How settled is a calculation when its energy has stopped moving?

A crystal calculation averages over a mesh of electron wavevectors, the k points, and a finer mesh costs more. The usual test is to refine the mesh until the energy changes little. The table applies that test to one cell of Ga₃Sb, treated with a standard semilocal density functional, with the atoms held still. The question is what the four coarser meshes allow us to say about the next two.

Ansatz 0.2.0, PBE with PAW and a 420 eV plane-wave cutoff, without spin polarization, for a four-atom Ga₃Sb cell with fixed atoms. The k meshes are Gamma-centred, the reference mesh is 8x8x10, and occupations use Gaussian smearing of 0.1 eV. Energies are extrapolated to zero smearing, and pressure is positive in compression.

```
k mesh  energy less reference (meV per atom)  pressure less reference (GPa)  largest force change (eV/Å)  pressure (GPa)
 1x1x1                                1863.7                         27.286                        2.742          27.021
 2x2x2                                 359.0                          5.483                        0.489           5.218
 2x2x4                                 126.2                          1.805                        0.233           1.540
 4x4x4                                  -5.7                         -0.279                        0.083          -0.544
 4x4x6                                     ?                              ?                            ?               ?
 6x6x6                                     ?                              ?                            ?               ?
```

Energy less reference and pressure less reference are the errors of each mesh relative to the 8x8x10 mesh. Largest force change is the greatest deviation from that same mesh, taken over all atoms and axes. The reference has an error of its own, which no finer mesh here reveals.

A mesh with n divisions along an axis describes electrons in a periodic box n cells long. Only waves that fit the box are allowed, and the electrons fill the lowest of them. In a metal, a change of box length moves allowed waves across the Fermi level, the border between filled and empty states. The energy therefore swings about its large-box value, and the swings shrink as the box grows. This cell is a metal: in the 2x2x2, 2x2x4 and 4x4x4 runs, the highest band that the electron count would fill overlaps the next one by more than 2 eV. The 1x1x1 mesh shows a gap of 0.18 eV instead, because it sees the bands at a single wavevector. A wide-gap insulator has no such border inside its bands, so its mesh errors would die away much faster.

How fast the swings shrink depends on what happens at the Fermi level. Measured from that level, the energy of the filled states runs smoothly to zero and then stays there, which makes a kink. For a curved Fermi surface in three dimensions, a kink leaves an error that falls as the inverse cube of the box length. The number of k points N grows as the cube of that length, so the size of the energy error should follow

|energy error| ≈ C / N

where C is a constant to be taken from the known rows. This gives the size of the swing and leaves its sign open.

Forces are more sensitive. Displacing an atom raises some levels and lowers others, and each counts only while it is filled, so the sum breaks off with a jump instead of a kink. A jump leaves an error that falls only as the inverse square of the box length, or N to the power −2/3. The 0.1 eV smearing rounds both kink and jump, but a rough free-electron estimate puts the box length at which it damps the swings near 254 Å, far beyond these meshes. Pressure was given the 1/N rule of the energy, because uniform compression of free electrons scales all levels together and leaves their order of filling unchanged.

The 4x4x4 row needs care. Its energy error of −5.7 meV per atom looks like convergence. Yet in the three coarser rows the pressure error is about twice the energy error per volume, and here it is about seven times. The likely reading is that the energy error is passing through zero while the pressure error is not. Free-electron scaling would give a ratio of two thirds, so the value of two itself remains unexplained.

For the energy, C is the geometric mean of error size times N over the four known rows. For 6x6x6, with 216 points, the estimate runs as follows:

C = (1863.7×1 × 359.0×8 × 126.2×16 × 5.7×64)^(1/4) ≈ 1409 meV per atom

1409 / 216 ≈ 6.5 meV per atom, stated as ±7

The pressure range follows in the same way. The largest force change is a maximum over many components and rarely cancels, so it can be given a central value. A power law fitted to the four known rows falls as N to the power −0.85, a little faster than the jump argument suggests.

For 4x4x6 the forecast is an energy error of 0 ± 15 meV per atom, a pressure error of 0 ± 0.29 GPa, and a force change of 0.056 eV/Å within a factor of two.

For 6x6x6 it is 0 ± 7 meV per atom, 0 ± 0.13 GPa, and 0.028 eV/Å within a factor of two. No sign is forecast. Each range is a judgement, meant to hold about two times in three. That may be optimistic: the 1/N rule is meant for large boxes, and the energy errors of the three coarsest meshes all exceed what it gives with this C.

The withheld rows as computed:

```
k mesh  energy less reference (meV per atom)  pressure less reference (GPa)  largest force change (eV/Å)  pressure (GPa)
 4x4x6                                   1.4                          0.218                        0.095          -0.047
 6x6x6                                  -6.6                          0.165                        0.041          -0.100
```

Five of the six values fall inside their stated ranges, one of them only through rounding: the energy error at 6x6x6 is −6.6 meV per atom, inside the stated ±7 but just outside the 6.5 that the estimate gave. The pressure error of that mesh, 0.165 GPa, lies outside. The excess is about as large as the error that the 1/N rule would assign to the reference mesh itself, roughly 0.04 GPa, so the miss alone proves little.

The energies bear out only part of the warning about 4x4x4: its error did not go on shrinking. The ratio of two on which the warning leaned does not return, being far larger at 4x4x6 and negative at 6x6x6, so a passage through zero at 4x4x4 is not shown. The error is smallest at 4x4x6 and then grows again at 6x6x6, where it is slightly larger than at 4x4x4. The 1/N rule would give the reference itself an error of about 2 meV per atom, so the 1.4 at 4x4x6 cannot be told from zero. A power law drawn through the known energy errors, taking the small 4x4x4 value at face value, would have promised about 2 meV per atom for 6x6x6. An oscillating error can be small on one mesh without being small on the next.

Pressure departs from the simple picture in another way. At 6x6x6 its error is positive while the energy error is negative, which free electrons under uniform compression would not allow. In a real crystal, compression shifts different bands by different amounts. Part of the jump that slows the forces should then enter the pressure too, and its error should fall more slowly than 1/N. That argument fits the miss, but two new rows cannot establish it.

Both force changes came out above their central values. At 4x4x6 the change is 0.095 eV/Å, more than the 0.083 of 4x4x4, although the mesh has half as many points again. The added points refine only the third axis, and the model counts points without asking where they lie. The separate force components show an uneven gain: the largest change along the Cartesian z direction falls from 0.083 to 0.062 eV/Å, while the largest along y grows from 0.066 to 0.095. The third edge of this cell meets the other two at 135.1° and 134.7°, so the axes of the mesh are oblique and do not map one to one onto these Cartesian directions. A possible cause is that the two unrefined axes of the mesh still limit the forces, though that alone would not make the change along y grow. The next step supports this: going from 4x4x6 to 6x6x6 refines only those two axes, and the largest force change falls from 0.095 to 0.041 eV/Å. A swing in the error could do the same, so the cause is not proved.

For practical work, the quantity to be used should also be the quantity that is tested. From 4x4x4 onward every energy lies within 7 meV per atom of the reference, yet even at 6x6x6 a force still changes by 0.041 eV/Å, which matters when atoms are to be relaxed. Pressure can mislead more quietly. The 4x4x6 mesh gives −0.047 GPa, a cell under almost no pressure, whereas the reference gives −0.265 GPa. The apparent balance comes from the mesh, and it hides a larger error. Pressure is the mean of three normal stresses, and at 4x4x6 one of them differs from the reference by 1.6 GPa, while another is off in the opposite direction. Before the shape of a cell is relaxed, the stresses should therefore be tested one by one. The analysis printed below lists both fits and all the misses.

Printed output of the fit:

```
Mean ratio of pressure error to energy error per volume in the three coarser rows: 2.06
The same ratio at 4x4x4: 6.84
Energy error at 4x4x4 if the mean ratio of the three coarser rows held (meV/atom): -18.93
Energy drop from 2x2x2 to 2x2x4 (meV/atom): 232.8
Energy drop from 2x2x4 to 4x4x4 (meV/atom): 131.9
Pressure of the reference mesh (GPa): -0.265
Rough mesh period at which 0.1 eV smearing damps the error (angstrom): 254
Envelope at the 640 points of the reference, energy (meV/atom): 2.202
Envelope at the 640 points of the reference, pressure (GPa): 0.0438
fit of log(largest_force_change) on 4 rows: constant 0.9999 +/- 0.078, coefficient of log(nk) -0.8492 +/- 0.029; rms 0.061, worst 2x2x4 0.102, leave-one-out rms 0.103
  rows outside the fit (model, value, miss): 4x4x6 -2.876, -2.354, -0.522; 6x6x6 -3.565, -3.194, -0.371
fit of log(sqrt(energy_less_reference**2 + 0.05**2)) on 4 rows: constant 8.036 +/- 0.77, coefficient of log(nk) -1.349 +/- 0.28; rms 0.601, worst 4x4x4 0.686, leave-one-out rms 1.77
  rows outside the fit (model, value, miss): 4x4x6 1.88, 0.3371, 1.54; 6x6x6 0.7863, 1.887, -1.1
Energy and pressure forecasts centred on zero:
    row  energy half-width meV/atom  energy computed  energy miss  pressure half-width GPa  pressure computed  pressure miss
  1x1x1                        1409             1864        -1864                    28.03              27.29         -27.29
  2x2x2                       176.1              359         -359                    3.504              5.483         -5.483
  2x2x4                       88.07            126.2       -126.2                    1.752              1.805         -1.805
  4x4x4                       22.02             -5.7          5.7                    0.438             -0.279          0.279
  4x4x6                       14.68              1.4         -1.4                    0.292              0.218         -0.218
  6x6x6                       6.524             -6.6          6.6                   0.1298              0.165         -0.165
Force forecast in eV/angstrom and rival energy size in meV/atom:
    row  force forecast      low     high  force computed  force miss  rival energy size
  1x1x1           2.718    1.359    5.436           2.742    -0.02399               3092
  2x2x2          0.4649   0.2325   0.9298           0.489     -0.0241              187.1
  2x2x4          0.2581    0.129   0.5161           0.233     0.02507              73.47
  4x4x4         0.07952  0.03976    0.159           0.083   -0.003481              11.32
  4x4x6         0.05636  0.02818   0.1127           0.095    -0.03864              6.554
  6x6x6         0.02831  0.01415  0.05661           0.041    -0.01269              2.195
```
